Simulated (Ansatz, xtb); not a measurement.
## AlFHNSi: which of two isomers lies lower

We compare X, `[F][Al]1[NH][Si]1`, a singlet, with Y, `[F][AlH][N]=[Si]`, a singlet. Both are isolated molecules in the gas phase, relaxed with B3LYP/6-31G*; the shapes shown needn't be the lowest conformers.

X (Å):

```xyz
5

Al    0.3830   -1.0072    0.0712
F    -1.2678   -1.0097   -0.1209
N     1.5435   -1.7265   -1.1537
Si    2.7674   -1.1966   -0.0160
H     1.7197   -2.2051   -2.0367
```

Y (Å):

```
atom    x (Å)    y (Å)    z (Å)
  Al   0.4073  -1.3477  -0.9250
   F   0.1770  -0.0403  -1.9199
   N   2.0103  -1.6198  -0.1954
  Si   3.4262  -1.8716   0.4573
   H  -0.8308  -2.2890  -0.6805
```

Q: Estimate which is lower in electronic energy at CCSD(T)/def2-TZVPP, and by roughly how much.

A: The CCSD(T)/def2-TZVPP calculation puts structure Y lower, by 24.0 kcal/mol.

How the difference moves with the method:

| level | geometry | E(Y) − E(X) (kcal/mol) | departure from the last row (kcal/mol) | job, with rough time for the two |
| --- | --- | --- | --- | --- |
| GFN2-xTB | GFN2-xTB | −31.9 | −7.9 | optimisation, 0.67 s |
| HF/STO-3G | GFN2-xTB | −45.0 | −21.0 | single point, 0.61 s |
| r2SCAN-D4/def2-SVP | GFN2-xTB | −21.7 | +2.3 | single point, 4.1 s |
| B3LYP/6-31G* | B3LYP/6-31G* | −25.5 | −1.5 | optimisation, 40 s |
| HF/def2-TZVPP | B3LYP/6-31G* | −30.5 | −6.5 | part of the CCSD(T) run |
| MP2/def2-TZVPP | B3LYP/6-31G* | −27.4 | −3.4 | part of the CCSD(T) run |
| CCSD(T)/def2-TZVPP | B3LYP/6-31G* | −24.0 |  | single point, 66 s |

As drawn, Y has 1 N=Si, 1 Al–H in place of 1 N–Si, 1 Al–Si, 1 N–H. Structure X has a 3-membered ring, Y no ring.

None of the levels shown reverses the order. The largest departure from CCSD(T)/def2-TZVPP is that of HF/STO-3G, 21.0 kcal/mol.

With harmonic frequencies from B3LYP/6-31G* (ideal gas, rigid rotor, one conformer each, 200 K, 1 atm): the zero-point term adds −2.2 kcal/mol; ΔH is −26.1 and ΔG −26.4 kcal/mol.

The correlated steps freeze 12 core orbitals. Run with Ansatz 0.2.0, xtb 6.7.1; the last row on 1 thread of Intel(R) Xeon(R) Platinum 8175M CPU @ 2.50GHz (Skylake/Cascade Lake) on a shared host.

Y is favoured even though it gives up a strong N–H bond for a weaker Al–H bond. The likely compensation is the loss of the strained three-membered ring and its relatively weak Al–Si bond, together with stronger Si–N bonding. The nearly linear Al–N–Si unit and short Si–N contact in Y suggest a silaisonitrile, with nitrogen donating π density to a terminal silicon that keeps its lone pair; the drawn double bond probably understates this delocalisation.

With the same geometries and basis, the preference shrinks from −30.5 at HF to −24.0 kcal/mol at CCSD(T), so electron correlation favours the ring, but not by enough to reverse the order. The much larger HF/STO-3G gap probably reflects the lack of polarisation functions, which a compact ring containing Al and Si particularly needs. The zero-point term favours Y, as expected when a stiff N–H stretch gives way to a softer Al–H one. These energies don't show whether X would persist kinetically, since that depends on the barrier to hydrogen migration and ring opening.
